# Critical size for polymorph crossover

## Statement

Let $a$ and $b$ be two crystal structures of one compound. Per formula unit (f.u.) they have bulk Gibbs energies $g_a, g_b$ and volumes $v_a, v_b$, and their surface free energies per area are $\gamma_a, \gamma_b$. Differences of bulk quantities are taken as $b$ minus $a$, and $a$ is the stable bulk phase, so $\Delta g = g_b-g_a>0$. Size is measured by $r$, the radius of the sphere that the particle's matter fills in structure $a$. Put $\rho = v_b/v_a$ and

$$C = 3v_a^{1/3}\left(\gamma_a v_a^{2/3}-\gamma_b v_b^{2/3}\right)=3v_a\left(\gamma_a-\gamma_b\rho^{2/3}\right).\tag{1}$$

**(i) Critical size.** If $C>0$, an isolated particle has the lower Gibbs energy in structure $b$ for $r<r_c$ and in structure $a$ for $r>r_c$, where

$$r_c=\frac{C}{\Delta g}=\frac{3\left(\gamma_a v_a^{2/3}-\gamma_b v_b^{2/3}\right)v_a^{1/3}}{g_b-g_a}.\tag{2}$$

The $b$ particle with the same content has radius $\rho^{1/3}r_c$. If $C\le 0$ there is no crossover. The condition is $\gamma_b v_b^{2/3}<\gamma_a v_a^{2/3}$, which for a less dense $b$ is stricter than $\gamma_b<\gamma_a$. Equation (2) keeps its form with molar volumes and molar Gibbs energies.

**(ii) Equal-volume form.** $r_c\approx 3v_a(\gamma_a-\gamma_b)/\Delta g$, provided $\tfrac23|\rho-1|\,\gamma_b\ll\gamma_a-\gamma_b$.

**(iii) Temperature law.** If $\Delta h$, $\Delta s\neq0$ and $C>0$ are independent of temperature and $\Delta h>0$, then $\Delta g=\Delta h\,(1-T/T_0)$ with $T_0=\Delta h/\Delta s$, and the phase boundary is linear in $1/r$:

$$T_t(r)=T_0\left(1-\frac{r_0}{r}\right),\qquad r_0=\frac{C}{\Delta h}.\tag{3}$$

For $\Delta s>0$, $T_0$ is the bulk transition temperature, $b$ is stable above $T_t$, and small size lowers the transition. For $\Delta s<0$, $T_0$ is negative and marks no transition. Then $b$ is stable below $T_t=|T_0|(r_0/r-1)$, which is positive only for $r<r_0$. Anatase ($b$) against rutile ($a$) is typically assigned to this second case.

## Premises and conventions

1. The particle holds a fixed number $n$ of formula units and sits in an inert medium at temperature $T$ and pressure $p$. It exchanges heat and volume with the medium, but no formula units with other particles. Its equilibrium state then minimises $G=U-TS+pV$.
2. $G$ splits into a bulk part $ng_i(T,p)$ and a surface excess proportional to area. The dividing surface is the equimolar one, with zero excess of formula units, so that $V_i=nv_i$.
3. $\gamma_i$ is the excess per area of the unstrained crystal and does not depend on size. Edge, corner and elastic contributions are dropped. They are estimated under the range of validity.
4. Both phases have the same composition and stoichiometric surfaces. If a species from the medium adsorbs, $\gamma_i$ is the excess grand potential with respect to that species.
5. The particle is wholly $a$ or wholly $b$. Step 5 examines this premise.

## Proof

**Step 1. Area at fixed content.** A sphere of volume $nv_i=\tfrac{4\pi}{3}r_i^3$ has $r_i=(3nv_i/4\pi)^{1/3}$ and area

$$A_i=4\pi r_i^2=\kappa\,(nv_i)^{2/3},\qquad \kappa=(36\pi)^{1/3}.$$

By premise 2,

$$G_i(n)=ng_i+\kappa\gamma_i(nv_i)^{2/3}.\tag{4}$$

**Step 2. Faceted particles.** A crystal has surface energy $\sum_k\gamma_kA_k$ over its facets $k$. A dilation by a factor $\lambda$ multiplies the volume of every shape by $\lambda^3$ and its surface energy by $\lambda^2$. The ranking of shapes at equal volume is therefore the same at every size, the minimising (Wulff) shape is size independent, and its surface energy is proportional to $V^{2/3}$. Define the effective value $\bar\gamma$ by $\sum_k\gamma_kA_k=\kappa\bar\gamma V^{2/3}$. Equation (4) then holds with $\gamma_i=\bar\gamma_i$, and $r_i$ is the radius of the sphere of equal volume. For a shape bounded by one facet family, $\bar\gamma=\eta\gamma_{\rm facet}$ with $\eta=A/(\kappa V^{2/3})$, which exceeds 1 because the sphere has the least area at given volume.

**Step 3. Energy per formula unit on a common size scale.** Since $A_i/V_i=3/r_i$ for a sphere, $A_i/n=3v_i/r_i$ and $G_i/n=g_i+3\gamma_iv_i/r_i$. The transformation conserves $n$, not the radius. From $r_b^3/r_a^3=v_b/v_a$ follows $r_b=\rho^{1/3}r$ with $r\equiv r_a$, so

$$\frac{3\gamma_bv_b}{r_b}=\frac{3\gamma_bv_b}{r}\left(\frac{v_a}{v_b}\right)^{1/3}=\frac{3\gamma_bv_b^{2/3}v_a^{1/3}}{r}.$$

Writing $v_a=v_a^{2/3}v_a^{1/3}$ in the term for $a$ and subtracting gives

$$\frac{G_b-G_a}{n}=\Delta g-\frac{C}{r}.\tag{5}$$

**Step 4. The crossover.** With $\Delta g>0$ and $C\le0$ the right side of (5) is positive for every $r$, and $a$ always wins. With $C>0$ it rises monotonically from $-\infty$ at $r\to0$ to $\Delta g$ at $r\to\infty$. It has exactly one zero, $r=C/\Delta g$, is negative below and positive above. This proves (i). For (ii), expand $\rho^{2/3}=1+\tfrac23(\rho-1)+O((\rho-1)^2)$ in (1):

$$C=3v_a\left[(\gamma_a-\gamma_b)-\tfrac23(\rho-1)\gamma_b+\dots\right].$$

The volume term must be small against the difference of the surface energies, not against the energies themselves.

The equal-volume form is exact for a different question. As a function of the area per formula unit $\mathcal A=A/n$, the energy is the straight line $g_i+\gamma_i\mathcal A$. Two such lines cross at $\mathcal A=\Delta g/(\gamma_a-\gamma_b)$, and $\mathcal A=3v_a/r$ turns this into $r=3v_a(\gamma_a-\gamma_b)/\Delta g$. This compares powders of equal area per formula unit, whose particles differ in $n$, since $r_b=\rho r_a$. Comparing at equal radius gives a third value, $3v_a(\gamma_a-\gamma_b\rho)/\Delta g$. Only (2) describes one particle changing its structure.

**Step 5. Two-phase particles.** Let a fraction $y$ of the formula units form a core of $a$ inside a concentric shell of $b$, with interface energy $\gamma_{ab}>0$:

$$G(y)=n[yg_a+(1-y)g_b]+\kappa n^{2/3}\left\{\gamma_{ab}(yv_a)^{2/3}+\gamma_b[yv_a+(1-y)v_b]^{2/3}\right\}.$$

The first term is linear in $y$. Each surface term is a positive multiple of $u^{2/3}$ with $u$ linear in $y$, and $d^2u^{2/3}/dy^2=-\tfrac29u'^2u^{-4/3}\le0$. Hence $G(y)$ is concave and takes its minimum at an end of the interval. The end $y=0$ is pure $b$. The end $y\to1$ is an $a$ particle under a vanishing film of $b$, with surface energy $\gamma_{ab}+\gamma_b$. If $\gamma_{ab}+\gamma_b\ge\gamma_a$, the bare $a$ particle lies at or below this end and premise 5 holds. Otherwise $b$ wets $a$, and (2) holds with $\gamma_a$ replaced by $\gamma_{ab}+\gamma_b$. The same argument covers the reversed core and shell, and a split into two separate particles, where the terms are $y^{2/3}$ and $(1-y)^{2/3}$. For other geometries premise 5 remains an assumption.

**Step 6. The factor 3 and the chemical potential.** Differentiating (4), with $d(n^{2/3})/dn=\tfrac23n^{-1/3}$,

$$\mu_i=\frac{dG_i}{dn}=g_i+\frac23\cdot\frac{3\gamma_iv_i}{r_i}=g_i+\frac{2\gamma_iv_i}{r_i}.$$

For two particles of equal $n$, $\mu_b-\mu_a=\Delta g-2C/3r$. This vanishes at $r=\tfrac23r_c$ and equals $\Delta g/3$ at $r_c$. Equality of $\mu$ governs the transfer of a few formula units between two particles. It is an unstable balance, because $d\mu_i/dn<0$: the particle that gains matter lowers its $\mu$ and gains more. The change of structure of a whole particle is governed by $G/n$, which carries the factor 3.

**Step 7. Temperature.** Insert $\Delta g=\Delta h-T\Delta s$ in (5). Phase $b$ is stable when $\Delta h-T\Delta s<C/r$, that is, when $T\Delta s>\Delta h-C/r$. The boundary is

$$T_t=\frac{\Delta h}{\Delta s}-\frac{C}{\Delta s}\,\frac1r=\frac{\Delta h}{\Delta s}\left(1-\frac{C}{\Delta h\,r}\right),$$

which is (3), with slope $dT_t/d(1/r)=-C/\Delta s$. Dividing the inequality by $\Delta s$ keeps its sense for $\Delta s>0$, giving $T>T_t$, and reverses it for $\Delta s<0$, giving $T<T_t$. This proves (iii). A constant $\Delta s$ cannot persist to $T\to0$, where the entropy difference of two ordered crystals vanishes, so $r_0$ is the intercept of an extrapolated line.

**Step 8. More than two polymorphs.** With $x=1/r$ each phase is a line $g_i+m_ix$, where $m_i=3v_a^{1/3}v_i^{2/3}\gamma_i$ by step 3, and the stable phase is the lowest line. Take a third phase $c$ with $m_c=(1-t)m_a+tm_b$ and $0<t<1$. The lower of the lines $a$ and $b$, minus line $c$, has slope $m_a-m_c>0$ for $x<x_c=1/r_c$ and slope $m_b-m_c<0$ beyond, so it is largest at $x_c$. Phase $c$ is therefore stable in some size window if and only if $g_c-g_a<(m_a-m_c)x_c$. With $m_a-m_c=t(m_a-m_b)$ and $x_c=\Delta g/(m_a-m_b)$ this reads $g_c<(1-t)g_a+tg_b$. A phase of intermediate slope appears when its point $(m_c,g_c)$ lies below the chord from $a$ to $b$, the lower convex hull condition in the $(m,g)$ plane. In that case (2) marks a crossing of two metastable branches.

## Range of validity

**Terms in $1/r^2$.** Let $G_i/n=g_i+3\gamma_iv_i/r_i-d_i/r_i^2$. Then (5) gains the term $+D/r^2$ with $D=d_a-d_b\rho^{-2/3}$. The crossover solves $\Delta g\,r^2-Cr+D=0$, and the root that joins (2) at $D=0$ is

$$r=\frac{C+\sqrt{C^2-4D\Delta g}}{2\Delta g}\approx r_c-\frac DC.\tag{6}$$

Equation (2) needs $|D|/C\ll r_c$. Two sources of $d_i$ follow.

*Edges and curvature.* A size dependence of the Tolman form $\gamma(1-2\delta/r)$, with $\delta$ an atomic length, gives $d=6\gamma v\delta$.

*Surface stress.* Let the surface carry an isotropic stress $f$, so that a strain $\varepsilon_{jk}$ changes the excess per unstrained area by $f$ times the trace of the strain within the surface, $f(\delta_{jk}-n_jn_k)\varepsilon_{jk}$, with $n_j$ the unit normal. Over a sphere $n_jn_k$ averages to $\delta_{jk}/3$. For uniform strain the surface term is $\tfrac23fA\,{\rm tr}\,\varepsilon=p_sV\,{\rm tr}\,\varepsilon$, with $p_s=2f/r$ because $A=3V/r$. The strain-dependent energy is

$$\delta G=V\left(\tfrac12C_{jklm}\varepsilon_{jk}\varepsilon_{lm}+p_s\varepsilon_{jj}\right).$$

Stationarity gives the stress $C_{jklm}\varepsilon_{lm}=-p_s\delta_{jk}$. This uniform hydrostatic stress is in equilibrium inside and meets the normal traction $2f/r$ at the surface, so it is the elastic solution. Then ${\rm tr}\,\varepsilon=-p_s/K$, where $1/K=S_{jjkk}$ is the sum over the compliances (the Reuss bulk modulus). The elastic term is $+p_s^2V/2K$ and the surface term is $-p_s^2V/K$. Their sum per formula unit is $-p_s^2v/2K=-2f^2v/Kr^2$, so $d=2f^2v/K$. Surface stress contributes nothing at order $1/r$, and a term $p_sv=2fv/r$ must not be added to $G/n$. For a tetragonal crystal, inverting the normal-strain block of the stiffness matrix gives

$$K=\frac{(C_{11}+C_{12})C_{33}-2C_{13}^2}{C_{11}+C_{12}+2C_{33}-4C_{13}}.\tag{7}$$

**Surface entropy.** With $\gamma_i=e_i-T\sigma_i$, where $e_i$ and $\sigma_i$ are the constant surface enthalpy and entropy per area, (1) becomes $C=C_e-TC_\sigma$ with $C_e=3v_a(e_a-e_b\rho^{2/3})$ and $C_\sigma=3v_a(\sigma_a-\sigma_b\rho^{2/3})$. Solving $\Delta h-T\Delta s=(C_e-TC_\sigma)/r$ gives

$$T_t=\frac{\Delta h-C_e/r}{\Delta s-C_\sigma/r}.\tag{8}$$

This is linear in $1/r$ only for $|C_\sigma|/r\ll|\Delta s|$.

**Heat capacity.** For a constant difference $\Delta c$ at constant pressure, with $\Delta h,\Delta s$ given at $T_1$, the enthalpy difference gains $\Delta c\,(T-T_1)$ and the entropy difference gains $\Delta c\ln(T/T_1)$, so

$$\Delta g(T)=\Delta h-T\Delta s+\Delta c\left[T-T_1-T\ln(T/T_1)\right].\tag{9}$$

The linear law needs the last term to be small against $(T-T_1)\Delta s$. Equation (2) itself holds at each temperature with the true $\Delta g(T)$ and $\gamma_i(T)$.

**Pressure and medium.** Since $\partial g_i/\partial p=v_i$, an applied pressure adds $p(v_b-v_a)$ to $\Delta g$ as long as $p\ll K$. An adsorbate with coverage $\Gamma_i$ and chemical potential $\mu_{\rm ad}$ obeys $d\gamma_i=-\Gamma_i\,d\mu_{\rm ad}$ at fixed $T$, hence $dC=-3v_a(\Gamma_a-\Gamma_b\rho^{2/3})\,d\mu_{\rm ad}$. The critical size belongs to the solid together with its medium.

**Sharpness.** In equilibrium the probabilities of the two structures stand in the ratio $\exp[-(G_b-G_a)/k_BT]$. By (5), $G_b-G_a=n\Delta g(1-r_c/r)$, whose slope at $r_c$ is $n_c\Delta g/r_c$, with $n_c=4\pi r_c^3/3v_a$. The crossover has relative width $k_BT/(n_c\Delta g)$.

**Constraint and kinetics.** The result is a constrained equilibrium at fixed $n$. A powder lowers its energy further by coarsening, since $G/n$ falls as $r$ grows, and necks and grain boundaries replace free surface. Equation (2) gives the sign of the driving force and no rate. Where the change needs bonds to be broken, as between anatase and rutile, $b$ can survive above $r_c$, and the size at which $a$ first appears on heating need not equal $r_c$.

## Numerical illustration: anatase versus rutile TiO$_2$

**Volumes.** Compiled measured lattice constants are $a=4.59308$ Å, $c=2.95889$ Å for rutile at 295 K (Burdett 1987) and $a=3.7845$ Å, $c=9.5143$ Å for anatase at room temperature (Horn 1972). The conventional tetragonal cells hold 2 and 4 formula units. With subscripts R for rutile (phase $a$) and A for anatase (phase $b$), $v_R=a^2c/2=31.211$ Å$^3$ and $v_A=a^2c/4=34.067$ Å$^3$. Thus $\rho=1.0915$, $\rho^{1/3}=1.0296$, $\rho^{2/3}=1.0601$ and $3v_R=0.09363$ nm$^3$. These volumes are used at all temperatures. Thermal expansion typically changes them by a per cent or two up to 900 K.

**Assumed inputs.** The following are approximate values of typical size, taken as given: $\Delta h=27$ meV per f.u. (2.6 kJ/mol), $\Delta s=-6$ µeV/K per f.u. ($-0.58$ J mol$^{-1}$ K$^{-1}$), and orientation-averaged $\gamma_R=12.0$ eV/nm$^2$ (1.92 J/m$^2$) and $\gamma_A=8.2$ eV/nm$^2$ (1.31 J/m$^2$). The digits carried below serve the arithmetic, and the sensitivity analysis gives the meaningful precision.

**Critical size at 300 K.** $\Delta g=27+300\times0.006=28.8$ meV. A crossover needs $\gamma_A<\gamma_R/\rho^{2/3}=11.32$ eV/nm$^2$, which is met. Next $\gamma_A\rho^{2/3}=8.693$ eV/nm$^2$, the bracket in (1) is $3.307$ eV/nm$^2$, and $C=0.3097$ eV nm. Equation (2) gives $r_c=10.75$ nm for the rutile sphere. The anatase sphere of the same content has radius 11.07 nm and diameter 22.1 nm, and $n_c=1.67\times10^5$. The criteria of steps 4 and 6 give these rutile radii:

| criterion | radius (nm) |
|---|---|
| equal $G$ at equal $n$, eq. (2) | 10.75 |
| equal $G/n$ at equal area per f.u., form (ii) | 12.35 |
| equal $G/n$ at equal radius | 9.91 |
| equal $\mu$ at equal $n$ | 7.17 |

The equal-volume form lies 15 per cent above (2), although the volumes differ by only 9 per cent. At $r_c$ the chemical potential of anatase exceeds that of rutile by 9.6 meV. With $n_c\Delta g=4.8$ keV and $k_BT=25.9$ meV the relative width is $5.4\times10^{-6}$, so the crossover of a single particle is sharp in the model.

**Temperature law.** $T_0=-4500$ K and $r_0=11.47$ nm, so $T_t=4500\,{\rm K}\,(11.47\,{\rm nm}/r-1)$ with slope $5.2\times10^4$ K nm. A particle with $r=10$ nm prefers anatase below $6.6\times10^2$ K.

| $T$ (K) | $\Delta g$ (meV) | $r_c$ (nm) |
|---|---|---|
| 300 | 28.8 | 10.8 |
| 600 | 30.6 | 10.1 |
| 900 | 32.4 | 9.6 |

Because $\Delta s$ is small, two neglected terms rival this drift. In (8), $|C_\sigma|/r_c$ equals $|\Delta s|$ when $|\sigma_R-\sigma_A\rho^{2/3}|=0.69$ meV nm$^{-2}$ K$^{-1}$, or 0.11 mJ m$^{-2}$ K$^{-1}$. Surface entropies of solids are typically a few tenths of a mJ m$^{-2}$ K$^{-1}$, so such a difference is possible, and depending on its sign it doubles or cancels the effective entropy difference. In (9), with $T_1=300$ K and $T=900$ K, the bracket is $-389$ K. It matches the drift of 3.6 meV in $\Delta g$ when $|\Delta c|=9.3$ µeV/K $=0.11\,k_B$, only 1.2 per cent of the Dulong–Petit value $9k_B$ per f.u. The linear law thus shows the form of the boundary for constant inputs, but for this pair it fixes neither the slope nor its sign. What survives is that terms of this size move $r_c$ by a nanometre or two over 600 K.

**Terms in $1/r^2$.** The compiled measured room-temperature constants of rutile (source "Elasticity of TiO2 rutile to 1800 K") are $C_{11}=268$, $C_{12}=175$, $C_{13}=147$ and $C_{33}=484$ GPa. Equation (7) gives $K=171194/823=208.0$ GPa $=1298$ eV/nm$^3$. For an assumed $f=20$ eV/nm$^2$ (3.2 N/m), at $r_c$ the pressure is $p_s=3.72$ eV/nm$^3=0.60$ GPa and the compression is 0.29 per cent. The relaxation energy is $-0.17$ meV per f.u., 0.6 per cent of $\Delta g$, whereas the product $p_sv_R=116$ meV, which does not belong in $G/n$, is 4.0 times $\Delta g$. From rutile alone, $d_R=0.019$ eV nm$^2$ and (6) lowers $r_c$ by 0.06 nm. The anatase term enters $D$ with the opposite sign. An assumed $\delta=0.1$ nm on rutile alone gives $d_R=0.22$ eV nm$^2$ and lowers $r_c$ by 0.7 nm.

**Pressure and adsorption.** With $v_A-v_R=2.856$ Å$^3$, 1 bar adds 1.8 µeV to $\Delta g$ and is negligible. A pressure of 1 GPa adds 17.8 meV and reduces $r_c$ to 6.6 nm at unchanged $\gamma$. An assumed coverage difference $\Gamma_R-\Gamma_A\rho^{2/3}$ of 2 water molecules per nm$^2$, sustained over 0.5 eV of $\mu_{\rm ad}$, lowers the bracket in (1) by 1.0 eV/nm$^2$, and $r_c$ by 30 per cent.

**Shape.** An anatase bipyramid bounded by $\{101\}$ obeys $|x|/a+|z|/c\le s$ and $|y|/a+|z|/c\le s$, with $s$ a scale factor. It consists of two pyramids with square base of side $2as$ and height $cs$, so $V=\tfrac83a^2cs^3$. Its eight triangular faces have base $2as$ and slant height $s\sqrt{a^2+c^2}$, so $A=8a\sqrt{a^2+c^2}\,s^2$. The lattice constants give $\eta=1.26$. If 8.2 eV/nm$^2$ were a facet value for this shape while the rutile value stayed an effective one, $r_c$ would drop to 3.4 nm. Facet values and effective values must not be mixed.

**Sensitivity and result.** From (1) and (2), $\partial\ln r_c/\partial\ln\gamma_R=\gamma_R/(\gamma_R-\gamma_A\rho^{2/3})=3.6$, $\partial\ln r_c/\partial\ln\gamma_A=-2.6$ and $\partial\ln r_c/\partial\ln\Delta g=-1$. A change of $\mp10$ per cent in $\gamma_R$ alone moves $r_c$ to 7 nm or 15 nm. Brookite, the third common polymorph, is left out and would have to be tested with step 8. The model's crossover at 300 K is a radius of about 11 nm, or an anatase diameter of about 22 nm. As typical knowledge, the crossover for TiO$_2$ is usually placed near a diameter of 15 nm, with a wide spread among estimates. The model's diameter is about 1.5 times that value, a gap that lies within the range spanned by a 10 per cent change in one assumed surface energy.